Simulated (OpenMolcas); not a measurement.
# CH5Si (SMILES C[SiH2]): the vertical energy of the quartet above the doublet, rung by rung

CH5Si has 7 atoms, charge 0, and is taken as a doublet. As SMILES, `C[SiH2]`. The coordinates come from a PBE0-D4/def2-TZVP relaxation.

Quantity: the vertical energy of the quartet above the doublet, in eV. The values are calculated.

```
                level                   kind     program  value (eV)  less CCSD(T)/aug-cc-pVDZ  CPU time (all runs)
   USVWN5/aug-cc-pVDZ                    LDA  OpenMolcas        7.45                     -0.41                 74 s
    UBLYP/aug-cc-pVDZ                    GGA  OpenMolcas        7.44                     -0.42              2.1 min
     UPBE/aug-cc-pVDZ                    GGA  OpenMolcas        7.41                     -0.45              1.9 min
   UM06-L/aug-cc-pVDZ               meta-GGA  OpenMolcas        8.07                     +0.21              3.4 min
   UB3LYP/aug-cc-pVDZ          global hybrid  OpenMolcas        7.69                     -0.17                2 min
   UBHLYP/aug-cc-pVDZ          global hybrid  OpenMolcas        8.33                     +0.47                3 min
    UPBE0/aug-cc-pVDZ          global hybrid  OpenMolcas        7.93                     +0.07              2.2 min
ROCCSD(T)/aug-cc-pVDZ  coupled cluster or CI  OpenMolcas        7.86                      0.00                 64 s
```

ROCCSD(T)/aug-cc-pVDZ is the highest level here, not the true value. The values span 7.41 to 8.33 eV. Times are those of the runs behind each value, whatever else they computed, on shared processors of several kinds: orders of magnitude only.

The quartet lies far above the doublet at every level, as expected for a saturated silyl radical. The doublet's unpaired electron sits in a largely silicon-centred, non-bonding orbital, and with no π system available, reaching three parallel spins means breaking up a σ pair and promoting one electron into an antibonding or diffuse orbital. The Si–H and Si–C bonding electrons are the likely source, being less tightly held than those of C–H.

Exact exchange widens the gap within each related family, from 7.44 eV in BLYP through 7.69 eV in B3LYP to 8.33 eV in BHLYP, and likewise from PBE to PBE0. This runs against the familiar tendency of exact exchange to favour high spin, probably because semilocal functionals place the promoted electron's orbital too low. M06-L breaks any simple ordering by exchange fraction, lying above both B3LYP and PBE0 without containing any. PBE0 comes closest to the coupled-cluster value, but one gap cannot establish its general reliability. Whether the quartet has a bound minimum or dissociates on relaxation remains open.
